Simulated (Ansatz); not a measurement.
# A series in volume scale on HfO2

Free energy against uniform scaling of the volume at fixed shape and fractions; periodic cell, basis, potentials, k mesh and filling as listed. The results are calculated, by Ansatz 0.2.0.

The cell before it is scaled or strained (space group P4_2/nmc, No. 137):
```
cell vectors (Å)
   3.5580     0.0000     0.0000
   0.0000     3.5580     0.0000
   0.0000     0.0000     5.1719
atoms (fractions of the cell vectors)
Hf  0.50000  0.50000  0.50000
Hf  0.00000  0.00000  0.00000
O   0.00000  0.50000  0.69721
O   0.50000  0.00000  0.80279
O   0.50000  0.00000  0.30279
O   0.00000  0.50000  0.19721
```

Settings of every row: functional PBE; dispersion none; potentials PAW; wave cutoff 476.2 eV; density cutoff 1904.8 eV; k mesh 6x6x4; k shift 0x0x0; occupations fixed; smearing width 0 eV; spin none.

Limits: no spin-orbit coupling, which can matter with elements this heavy.

```csv
row,volume scale,V (Å³/atom),energy above lowest point (meV/atom)
1,0.94,10.257,91.9
2,0.96,10.476,?
3,0.98,10.694,30.6
4,1,10.912,13
5,1.02,11.13,3.1
6,1.04,11.349,0
7,1.06,11.567,3.2
```

Question: what energy above lowest point should row 2 give?

Worked fit of energy above lowest point. Take u = (V_r/V)^(2/3) − 1 with V_r = 11.021 Å³ an atom, which is twice the finite (Eulerian) strain; such expansions in the strain, on which the Birch-Murnaghan equation of state is built, carry the rest volume and the bulk modulus. The shown rows have u = 0.04906, 0.02028, 0.00665, -0.00654, -0.01936, -0.03172. Least squares give energy above lowest point = 7.15 + 753.7 × u + 19849 × u² meV/atom; a straight line predicts inner rows, each left out in turn, worse (root mean square 13 against 0.037 meV/atom). All shown rows lie on it to the printed digit. Its lowest point lies at u = -0.0190, or V = 11.34 Å³ an atom, and the curvature there gives the bulk modulus at fixed shape and fractions, B = (4/9)(1 + u)² E″(u)/V = 240 GPa. Letting shape and atoms relax would as a rule lower it, by much in layered, chain or molecular crystals. The withheld row has u = 0.03439, so the fit gives 7.15 + 753.7 × (0.03439) + 19849 × (0.03439)² = 56.5 meV/atom.

The calculation gave 56.6 meV/atom. The fit lies 0.1 meV/atom (0.11 % of the column's range) below it, one unit of the last digit.
